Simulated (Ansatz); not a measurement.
# ScGa₃: energy less free atoms and pressure against volume per atom

Results calculated with Ansatz 0.2.0, not measured. Periodic Kohn-Sham DFT of a crystal at fixed atoms; pressure and stress are positive in compression; the energy is the free energy less that of spherical unpolarised free atoms; site moments are those in the method's own spheres, positive along +z.

Cell of the first row (space group Pm-3m, No. 221):
```
CELL_PARAMETERS angstrom
4.01140 0.00000 0.00000
0.00000 4.01140 0.00000
0.00000 0.00000 4.01140
ATOMIC_POSITIONS crystal
Sc 0.00000 0.00000 0.00000
Ga 0.00000 0.50000 0.50000
Ga 0.50000 0.00000 0.50000
Ga 0.50000 0.50000 0.00000
```

Settings of every row: method all-electron LAPW; functional LDA; relativity scalar; k mesh 9x9x9; filling fermi-dirac; smearing width 0.05 eV; basis error target 1 meV/atom; nucleus gaussian.

Atom start moment: 0 on all atoms.

| row | volume per atom (Å³) | energy less free atoms (eV/atom) | pressure (GPa) |
| --- | --- | --- | --- |
| 1 | 16.137 | -4.5506 | -0.703 |
| 2 | 16.824 | -4.5402 | -4.033 |
| 3 | 17.167 | ? | ? |
| 4 | 17.339 | -4.5238 | -6.093 |
| 5 | 17.854 | -4.5014 | -7.84 |

Question: what energy less free atoms and pressure should row 3 give?

Worked fit of energy less free atoms. Take u = (V_r/V)^(2/3) − 1 with V_r = 17.081 Å³ an atom, which is twice the finite (Eulerian) strain; such expansions in the strain, on which the Birch-Murnaghan equation of state is built, carry the rest volume and the bulk modulus. The shown rows have u = 0.03863, 0.01016, -0.00994, -0.02908. Least squares give energy less free atoms = −4.53284 − 0.8146 × u + 9.182 × u² eV/atom; a straight line predicts inner rows, each left out in turn, worse (root mean square 0.0067 against 7.5e-05 eV/atom). All shown rows lie on it to the printed digit. The withheld row has u = -0.00334, so the fit gives −4.53284 − 0.8146 × (-0.00334) + 9.182 × (-0.00334)² = -4.5300 eV/atom.

The calculation gave -4.53 eV/atom. The fit meets it to the printed digit.

Worked fit of pressure. Take u = (V_r/V)^(2/3) − 1 with V_r = 17.081 Å³ an atom, which is twice the finite (Eulerian) strain; such expansions in the strain, on which the Birch-Murnaghan equation of state is built, carry the rest volume and the bulk modulus. The shown rows have u = 0.03863, 0.01016, -0.00994, -0.02908. Least squares give pressure = −5.1041 + 102.589 × u + 293.3 × u² GPa; a straight line predicts inner rows, each left out in turn, worse (root mean square 0.21 against 0.0038 GPa). The rows lie off it by 0.000, -0.001, 0.002, -0.001. The withheld row has u = -0.00334, so the fit gives −5.1041 + 102.589 × (-0.00334) + 293.3 × (-0.00334)² = -5.443 GPa.

The calculation gave -5.443 GPa. The fit meets it to the printed digit.
